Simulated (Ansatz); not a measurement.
**C3H9Ga (trimethylgallium (TMGa)): the electronic atomisation energy, rung by rung**

C3H9Ga: 13 atoms, total charge 0, spin state singlet. SMILES: `C[Ga](C)C`. The shape is that of a PBE0-D4/def2-TZVP optimisation.

Each level gives the electronic atomisation energy (eV). The values are calculated. Electronic energies at fixed atoms, without zero-point motion or spin-orbit coupling.

```json
{"level": "HF/def2-SVP", "kind": "Hartree–Fock", "program": "Ansatz", "value (eV)": "36.90"}
{"level": "SVWN5/def2-SVP", "kind": "LDA", "program": "Ansatz", "value (eV)": "53.86"}
{"level": "BLYP/def2-SVP", "kind": "GGA", "program": "Ansatz", "value (eV)": "46.81"}
{"level": "PBE0/def2-SVP", "kind": "global hybrid", "program": "Ansatz", "value (eV)": "48.01"}
{"level": "r2SCAN0/def2-SVP", "kind": "hybrid meta-GGA", "program": "Ansatz", "value (eV)": "47.83"}
{"level": "CAM-B3LYP/def2-SVP", "kind": "range-separated hybrid", "program": "Ansatz", "value (eV)": "47.92"}
{"level": "wB97M-V/def2-SVP", "kind": "range-separated hybrid", "program": "Ansatz", "value (eV)": "48.45"}
{"level": "CCSD/def2-SVP", "kind": "coupled cluster or CI", "program": "Ansatz", "value (eV)": "45.60"}
```

All-electron rows without a relativistic Hamiltonian named are non-relativistic. Correlated wave functions underbind in double-zeta sets. The values span 36.90 to 53.86 eV. In the correlated wave-function rows the outer d shell of Ga is correlated, in sets not made for it.

Electron correlation supplies a substantial part of the binding in trimethylgallium. Hartree–Fock gives only 36.90 eV, against 45.60 eV with CCSD, because forming the Ga–C and C–H bonds pairs electrons that are unpaired in the separated atoms, and the correlation of these new opposite-spin pairs is missing from the mean-field energy. LDA errs the other way, at 53.86 eV: it penalises the strongly inhomogeneous densities of the free atoms more than that of the molecule, an imbalance that gradient corrections largely remove. The four hybrids fall between 47.83 and 48.45 eV, with BLYP somewhat lower, so range separation brings no distinct shift here. CCSD lies below all of these functionals, probably in part because connected triple excitations, which usually strengthen binding, are absent. The close agreement among the hybrids therefore shows consistency rather than accuracy. Since the total covers nine C–H bonds as well as three Ga–C bonds, it doesn't establish the strength of the metal–carbon bond, the quantity that matters for the loss of methyl groups.
